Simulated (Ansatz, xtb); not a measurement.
**A family of molecules: the atomisation energy (no zero-point term)**

One atom is swapped for its congeners: C3H3 `[CH]=C=C`; C2H3Si `C#C[SiH2]`; C2H3Sn `C#[C][SnH2]`. The Ge member is missing. All are doublets with charge 0.

Shapes, held fixed at every level: PBE0-D4/def2-TZVP. Programs: Ansatz 0.2.0, xtb 6.7.1. Values in eV.

Problem. How should the atomisation energy change along the series?

Solution. At B2PLYP/def2-TZVPP the atomisation energy falls at every step, from 26.18 to 20.42 eV. Every level shows the same order. Spin contamination: C3H3 (⟨S²⟩ up to 0.96), C2H3Si (⟨S²⟩ up to 0.85). Open shells run unrestricted unless RO is named. For atoms past krypton def2 sets carry core potentials with scalar relativity. Correlated rows may include outer-core shells of Sn, which these sets cover unevenly. GFN2-xTB strays far from the other rows. xTB rows lack spin polarisation. Spin-orbit coupling, which grows down the group, is left out (summed over each molecule's free atoms 0.01, 0.03, 0.31 eV).

| level | C3H3 | C2H3Si | C2H3Sn |
| --- | --- | --- | --- |
| GFN2-xTB | 33.81 | 28.80 | 26.97 |
| HF/def2-SVP | 19.95 | 16.99 | 14.60 |
| SPW92/def2-TZVPP | 30.27 | 26.02 | 23.76 |
| r2SCAN0-D4/def2-TZVPP | 26.13 | 22.65 | 20.26 |
| wB97M-V/def2-TZVPP | 26.32 | 22.87 | 20.63 |
| wB97X-V/def2-TZVPP | 26.18 | 22.84 | 20.62 |
| B2PLYP/def2-TZVPP | 26.18 | 22.75 | 20.42 |

Replacing the carbon of the CH2 end by silicon and then tin lowers the atomisation energy at every level, and the first step is the larger one in every row, although the second spans two periods. Since the C2H fragment is common to all three radicals, the loss should come mainly from the bonds to the exchanged atom. Down the group its valence orbitals become more diffuse and overlap less well with carbon 2p and hydrogen 1s, weakening both the X–C and X–H bonds. The carbon member probably gains further from propargyl-type delocalisation of the unpaired electron, which heavier congeners support poorly because their π overlap is weak and they favour a pyramidal radical centre.

The hybrid and double-hybrid values lie close together, whereas Hartree–Fock falls well below them and SPW92 well above, probably mostly because the former lacks the correlation energy gained on pairing electrons in bonds and the latter overbinds. These totals don't separate the X–C from the X–H contribution, so they give no individual bond dissociation energies.
